Q: I have Hartree–Fock atomization energies of BCl₃ in six basis sets, each counted from the quadruple-zeta result. A better basis is supposed to bring the energy down towards its limit. Why does this column swing from one sign to the other instead of shrinking steadily as functions are added?

Restricted Hartree–Fock (RHF) calculations with Ansatz 0.2.0 for BCl₃, a neutral singlet, without relativistic corrections. The molecule keeps its MP2(full)/6-31G* geometry in every basis set.

```
      basis  functions  atomization energy less its quadruple-zeta value (kJ/mol)
     STO-3G         32                                                     164.30
      6-31G         48                                                    -199.40
  6-31Gstar         72                                                      -3.20
cc-pV(D+d)Z         83                                                      -9.90
cc-pV(T+d)Z        147                                                      -0.50
cc-pV(Q+d)Z        247                                                       0.00
```

A: The rule you have in mind holds for a total energy. In any finite basis, the Hartree–Fock energy of the molecule lies above its complete-basis value, and the same is true of each atom. The atomization energy is the energy of the separate atoms less that of the molecule, and a difference of two such energies has no bound on either side. If a basis serves the atoms worse than the molecule, the binding comes out too strong. If it serves the molecule worse, the binding comes out too weak.

Q: Can I see which of the two suffers more in a given basis?

A: Yes, because the same calculations give the total energy of the molecule in every basis. Let $\delta_{\text{mol}}$ be the height of the molecule above its own quadruple-zeta energy, and $\delta_{\text{atoms}}$ the same height for the separate atoms together. The shift in the table, $\Delta D$, is then

$$\Delta D=\delta_{\text{atoms}}-\delta_{\text{mol}}.$$

This is an identity, so it can't fail, but it shows where an error sits. In 6-31G the molecule lies 598.9 kJ/mol too high and the shift is −199.4 kJ/mol, which puts the atoms too high by 598.9 − 199.4 = 399.5 kJ/mol. The atoms suffer only two thirds as much as the molecule, and the difference appears as lost binding.

Q: What does the molecule need that 6-31G doesn't offer?

A: It needs d functions. The valence electrons of a free boron or chlorine atom occupy s and p orbitals, and nothing outside the atom pulls them to one side. In the molecule each chlorine has boron on one side and empty space on the other, so its electron cloud is distorted. A p orbital can't lean towards a neighbour by itself, but it can when a little d function is mixed into it. Functions that serve this purpose are called polarization functions.

In boron trichloride they act in two places. The polar B–Cl bonds in the molecular plane distort the clouds of both boron and chlorine, and d functions on either atom help to describe that. There is also an effect out of the plane. The molecule is planar, and in the simplest Lewis structure boron has an empty p orbital standing upright on that plane. The chlorine atoms have filled p orbitals of the same orientation and donate some of their density into it. With some d function mixed in, these chlorine orbitals lean towards boron and overlap better with the empty one. The energies here don't tell how much each of the two contributes, but the bonds in the plane are expected to take the larger share.

Q: Does chlorine then form its bonds with d orbitals?

A: No. The d functions correct the shape of orbitals that remain s and p in character. Their effect on the energy is large because 6-31G has no other good means of describing that shape, and it doesn't show that a d shell has become a valence shell.

Q: Could I have estimated the size of the effect?

A: You can, because 6-31Gstar is 6-31G with d shells added and nothing else changed. Suppose that free atoms have no use for these shells. The binding should then rise by the full amount that the molecule gains, which is 598.9 − 356.4 = 242.5 kJ/mol. The tabulated shifts give a rise of 199.4 − 3.2 = 196.2 kJ/mol, or about 65 kJ/mol for each B–Cl bond. The estimate contains no fitted number, has the right size and is too high by about a quarter.

Q: Where does the remaining quarter go?

A: It goes to the atoms, which gain about 46 kJ/mol from the same step, so the assumption that they have no use for the new functions is not quite right. Free boron and chlorine atoms each have one unpaired p electron. A gain of this size is what one expects when such atoms are treated by unrestricted Hartree–Fock, with separate orbitals for the two spins. The unpaired electron acts differently on the paired electrons of either spin, and d functions let the two sets of orbitals deform apart. A second cause lies in how the set is built. The number of functions rises by 24, which is six for each of the four atoms, whereas a true d shell has only five members. The sixth combination is round like an s function, and a free atom can use it as well as a bonded one. These numbers don't separate the two causes, but the first is expected to be the larger, and with spin-restricted atoms most of the gain should vanish.

Q: STO-3G has no d functions either. By your argument it should underbind, yet it overbinds by 164 kJ/mol.

A: The lack of d functions should weaken the binding there too, but a larger imbalance works the other way. STO-3G has a single fixed function for each orbital of the occupied shells, so the orbitals have very little freedom to expand or contract. The molecule lies 412.6 eV above its quadruple-zeta energy and the atoms lie 414.3 eV above theirs. Most of this huge error is expected to sit in the inner shells of chlorine, which hardly change on bonding, and it cancels. The overbinding is the 0.4 percent that doesn't cancel.

Q: Why should the atoms be the ones that come off worse?

A: Two causes are plausible, though these numbers don't test them separately. The sizes of the valence functions in STO-3G were chosen to suit atoms in molecules, so a free atom may have to live with an orbital of the wrong size. This should matter mainly for boron, whose valence orbitals contract on bonding, and little for chlorine. In the molecule, moreover, each atom can patch its poor description with functions that sit on its neighbours, and a free atom has no neighbours to borrow from. The two causes overlap, and both would leave the atoms with the larger error and so exaggerate the binding.

Q: Then 6-31Gstar looks like the best of the small sets. It misses by only 3 kJ/mol, and cc-pV(D+d)Z, which has more functions, misses by 10.

A: It has the smaller shift but the poorer description. In 6-31Gstar the molecule is 356 kJ/mol too high, more than twice the 158 kJ/mol of cc-pV(D+d)Z. The small set wins because its error in the atoms, 353 kJ/mol, happens to be almost the same as its error in the molecule. In cc-pV(D+d)Z both errors are much smaller, but they match less closely. Such a match depends on what is being compared, even on how the spins of the free atoms are treated, so it may not carry over to another reaction.

Q: And the triple-zeta set, with its shift of half a kilojoule per mole?

A: That one combines small errors with a close match. The molecule is still 31 kJ/mol above its quadruple-zeta energy, but the atoms are too high by nearly the same amount. What remains to be improved is mostly the description of each atom's own electrons, which is needed equally before and after the bonds are broken. The part that belongs to bonding, the distortion of the valence cloud, is already well described. For the Hartree–Fock atomization energy, the step to quadruple-zeta therefore changes almost nothing.

Q: So I may use triple-zeta and trust the atomization energy?

A: You may trust it as a Hartree–Fock value for one treatment of the open-shell atoms, since restricted and unrestricted atoms are expected to differ by far more than this shift. Neither is the true value. Hartree–Fock lets each electron feel only the average cloud of the others. The exclusion principle keeps electrons of like spin apart, but the further avoidance that comes from the instantaneous repulsion between all electrons is left out. This correlation is greater in the molecule, where the bonds bring electrons together in pairs, so Hartree–Fock binds too weakly. For BCl₃ the deficit is expected to be far larger than the shift of any set with d functions. No basis set can repair it.

Q: If I add correlation, can I at least keep the triple-zeta basis?

A: Not on the strength of this table. Correlation depends on how two electrons behave when they come close together, and smooth functions build up that sharp feature slowly. From triple- to quadruple-zeta the Hartree–Fock energy of the molecule falls by 31 kJ/mol, while its correlation energy in coupled-cluster theory, CCSD(T), still grows by about 170 kJ/mol. Part of that growth will cancel against the atoms, so it is not the error of the atomization energy. It does show that the two parts of the energy converge at different rates.

Q: I want energies of reactions that break up BCl₃. What should I take from this?

A: Ask of every basis whether it serves both sides of the reaction equally well. Here, where bonds are broken into free atoms, the two sets without polarization functions fail that test and miss by 16 to 20 percent of the binding, in opposite directions. The missing d functions explain the underbinding of 6-31G, but not the overbinding of STO-3G. Once d functions are present, look at the total energies as well as at their difference, because a small shift can come from two large errors that happen to match. Then repeat the check with the correlated method that you mean to use, since convergence in Hartree–Fock doesn't vouch for it.
